**C–H bond energy of acetonitrile across functionals and basis sets**

The table holds the homolytic C–H dissociation enthalpy and its electronic part for CH$_3$CN from DFT single points (LDA, BLYP, PBE0, wB97X; five basis sets with PBE0) on shared PBE0-D3(BJ)/def2-SVP geometries with shared thermal terms. The program tests whether one overbinding parameter links the C–H energy to the C–C energy of the same runs, as a straight line or a common scale factor, with each functional also left out in turn. The line has slope 0.527 and a root-mean-square residual of 4.6 kJ/mol; PBE0 lies 7.6 kJ/mol below it, or 10.5 below the line through the other three, while the poorer scale-factor model points at BLYP. The basis sets form triple- and double-zeta plateaus 2.8 kJ/mol apart, with jun-cc-pV(T+d)Z 0.9 kJ/mol above the def2 sets. A scaled 1s orbital puts the LDA hydrogen atom about 56 kJ/mol too high, but LDA raises the C–C energy (65.8 kJ/mol above PBE0) more than the C–H energy (44.3).

Homolytic dissociation of the C–H bond of acetonitrile (CH3CN) to relaxed radicals in the gas phase, computed with PySCF 2.14.0 by DFT at the levels listed (integration grid level 2). Geometries and thermal terms are from PBE0-D3(BJ)/def2-SVP; enthalpies refer to 298.15 K and 1 bar, and no counterpoise correction is applied.

## Numerical check

```python
# Table: C1-H homolysis of CH3CN (enthalpy, electronic part, kJ/mol), PySCF DFT single points on PBE0-D3(BJ)/def2-SVP
# geometry and thermal terms. Tested: C-H against C-C energy (line, scale factor), basis plateaus, LDA H-atom error.
T = {
    'system': ['BLYP-D3(BJ)/def2-TZVP', 'PBE0-D3(BJ)/def2-TZVP', 'PBE0-D3(BJ)/def2-TZVPD', 'PBE0-D3(BJ)/jun-cc-pV(T+d)Z', 'PBE0-D3(BJ)/aug-pcseg-1', 'PBE0-D3(BJ)/6-31G(d)', 'wB97X-D3(BJ)/def2-TZVP', 'LDA/def2-TZVP'],
    'site': ['C1-H', 'C1-H', 'C1-H', 'C1-H', 'C1-H', 'C1-H', 'C1-H', 'C1-H'],
    'broken_dissociation_enthalpy': [378.3, 383.3, 383.4, 384.3, 386.2, 386.6, 397.6, 427.6],  # kJ/mol
    'broken_electronic_part': [409.5, 414.6, 414.6, 415.5, 417.5, 417.9, 428.9, 458.9],  # kJ/mol
    'broken_length': [1.099, 1.099, 1.099, 1.099, 1.099, 1.099, 1.099, 1.099],  # angstrom
}
import numpy as np
from scipy import constants as c
s = T['system']
H = np.array(T['broken_dissociation_enthalpy']); E = np.array(T['broken_electronic_part'])
# further outputs of the same runs, in row order: C-C electronic energy, C-H energy at 0 K (kJ/mol)
CC = np.array([518.57, 551.15, 551.04, 550.90, 553.55, 557.95, 561.66, 616.93])
E0 = np.array([371.99, 377.01, 377.07, 377.98, 379.94, 380.32, 391.32, 421.33])
Eh = c.physical_constants['Hartree energy'][0]*c.N_A/1e3
print("All energies kJ/mol; C-H rounded to 0.1 (differences good to 0.1)")
print(f"enthalpy - electronic: mean {np.mean(H-E):.2f}, range {min(H-E):.1f} to {max(H-E):.1f} (shared terms)")
z = np.mean(E0-E)
print(f"zero-point part {z:.1f} ({-z*1e3/(c.N_A*c.h*c.c*100):.0f} cm-1), thermal part {np.mean(H-E0):.1f}, 5/2 RT {2.5*c.R*298.15/1e3:.2f}")
f = [i for i, n in enumerate(s) if n.endswith('/def2-TZVP')]
b = [i for i, n in enumerate(s) if n.startswith('PBE0')]
r = s.index('PBE0-D3(BJ)/def2-TZVP'); nm = [s[i].split('/')[0].split('-')[0] for i in f]
x, y = CC[f], E[f]
print(f"spread C-H: functionals {np.ptp(y):.1f}, bases {np.ptp(E[b]):.1f}; C-C: {np.ptp(x):.1f}, {np.ptp(CC[b]):.1f}")
p = np.polyfit(x, y, 1); res = y-np.polyval(p, x)
k = x@y/(x@x); rk = y-k*x
rms = lambda v: np.sqrt(np.mean(v**2))
print(f"line: C-H = {p[1]:.1f} + {p[0]:.3f} C-C, rms {rms(res):.1f}; scale factor {k:.3f}, rms {rms(rk):.1f}")
print("functional | C-H | C-C | shift from PBE0 C-H, C-C | residual line, scale")
for j, n in enumerate(nm):
    print(f"{n:6s} {y[j]:.1f} {x[j]:.1f} | {y[j]-E[r]:+.1f} {x[j]-CC[r]:+.1f} | {res[j]:+.1f} {rk[j]:+.1f}")
print("largest residual: line", nm[np.argmax(abs(res))], "; scale factor", nm[np.argmax(abs(rk))])
print("one row left out | slope | rms of other three | miss in C-H | same miss read as C-C")
lo = []
for j, n in enumerate(nm):
    m = np.arange(len(f)) != j
    q = np.polyfit(x[m], y[m], 1); d = y[j]-np.polyval(q, x[j]); lo.append(rms(y[m]-np.polyval(q, x[m])))
    print(f"{n:6s} {q[0]:.3f} | {lo[-1]:.1f} | {d:+.1f} | {-d/q[0]:+.1f}")
X = CC-E
print("CH2CN + H -> CH3 + CN (C-C minus C-H), and shift from PBE0:")
print("  " + "; ".join(f"{n} {X[i]:.1f} ({X[i]-X[r]:+.1f})" for n, i in zip(nm, f)))
iL, iB = f[nm.index('LDA')], f[nm.index('BLYP')]
print(f"LDA - BLYP (no exact exchange in either): C-H {E[iL]-E[iB]:.1f}, C-C {CC[iL]-CC[iB]:.1f}")
dz = [i for i in b if 'pcseg-1' in s[i] or '6-31G' in s[i]]; tz = [i for i in b if i not in dz]
print(f"PBE0 plateaus C-H: triple zeta {E[tz].mean():.1f}, double zeta {E[dz].mean():.1f}, step {E[dz].mean()-E[tz].mean():.1f}")
print("basis | shift from def2-TZVP C-H, C-C, C-C minus C-H | C-H residual from plateau")
for i in b:
    g = dz if i in dz else tz
    print(f"{s[i].split('/')[1]:16s} {E[i]-E[r]:+.1f} {CC[i]-CC[r]:+.2f} {X[i]-X[r]:+.1f} | {E[i]-E[g].mean():+.1f}")
print(f"double-zeta pair differs by: C-H {abs(E[dz[0]]-E[dz[1]]):.1f}, C-C {abs(CC[dz[0]]-CC[dz[1]]):.1f}")
# H atom, 1s orbital exp(-zeta r): self-repulsion 5 zeta/16, spin-polarised Slater exchange -ex*zeta (hartree)
ex = 0.75*(6/np.pi)**(1/3)*(27/64)*np.pi**(-1/3)
ec = -0.022  # rough recalled LDA correlation energy of the H atom, hartree
zeta = 1-5/16+ex; err = (-zeta**2/2+ec+0.5)*Eh
print(f"H atom LDA model: self-repulsion {5/16:.4f}, exchange {-ex:.4f}, rough correlation {ec} hartree")
print(f"  best zeta {zeta:.3f}, energy {-zeta**2/2+ec:.3f} hartree, about {err:.0f} kJ/mol above exact -0.5")
print(f"  compare LDA - PBE0: C-H {E[iL]-E[r]:.1f}, C-C {CC[iL]-CC[r]:.1f} (no H atom freed)")
print("enthalpy minus rough recalled experiment (about 400): " + ", ".join(f"{n} {H[i]-400:+.0f}" for n, i in zip(nm, f)))
assert np.ptp(H-E) < 0.21
assert nm[np.argmax(abs(res))] == 'PBE0' and nm[int(np.argmin(lo))] == 'PBE0'
assert E[dz].min() > E[tz].max() and np.ptp(y) > 10*np.ptp(E[b])
assert CC[iL]-CC[r] > E[iL]-E[r] > 0
```

It prints:

```
All energies kJ/mol; C-H rounded to 0.1 (differences good to 0.1)
enthalpy - electronic: mean -31.26, range -31.3 to -31.2 (shared terms)
zero-point part -37.6 (3139 cm-1), thermal part 6.3, 5/2 RT 6.20
spread C-H: functionals 49.4, bases 3.3; C-C: 98.4, 7.1
line: C-H = 131.8 + 0.527 C-C, rms 4.6; scale factor 0.760, rms 9.5
functional | C-H | C-C | shift from PBE0 C-H, C-C | residual line, scale
BLYP   409.5 518.6 | -5.1 -32.6 | +4.5 +15.1
PBE0   414.6 551.1 | +0.0 +0.0 | -7.6 -4.5
wB97X  428.9 561.7 | +14.3 +10.5 | +1.1 +1.8
LDA    458.9 616.9 | +44.3 +65.8 | +2.0 -10.3
largest residual: line PBE0 ; scale factor BLYP
one row left out | slope | rms of other three | miss in C-H | same miss read as C-C
BLYP   0.630 | 3.2 | +11.9 | -18.9
PBE0   0.504 | 1.1 | -10.5 | +20.8
wB97X  0.527 | 5.2 | +1.5 | -2.9
LDA    0.380 | 4.3 | +13.4 | -35.2
CH2CN + H -> CH3 + CN (C-C minus C-H), and shift from PBE0:
  BLYP 109.1 (-27.5); PBE0 136.5 (+0.0); wB97X 132.8 (-3.8); LDA 158.0 (+21.5)
LDA - BLYP (no exact exchange in either): C-H 49.4, C-C 98.4
PBE0 plateaus C-H: triple zeta 414.9, double zeta 417.7, step 2.8
basis | shift from def2-TZVP C-H, C-C, C-C minus C-H | C-H residual from plateau
def2-TZVP        +0.0 +0.00 +0.0 | -0.3
def2-TZVPD       +0.0 -0.11 -0.1 | -0.3
jun-cc-pV(T+d)Z  +0.9 -0.25 -1.1 | +0.6
aug-pcseg-1      +2.9 +2.40 -0.5 | -0.2
6-31G(d)         +3.3 +6.80 +3.5 | +0.2
double-zeta pair differs by: C-H 0.4, C-C 4.4
H atom LDA model: self-repulsion 0.3125, exchange -0.2680, rough correlation -0.022 hartree
  best zeta 0.956, energy -0.479 hartree, about 56 kJ/mol above exact -0.5
  compare LDA - PBE0: C-H 44.3, C-C 65.8 (no H atom freed)
enthalpy minus rough recalled experiment (about 400): BLYP -22, PBE0 -17, wB97X -2, LDA +28
```
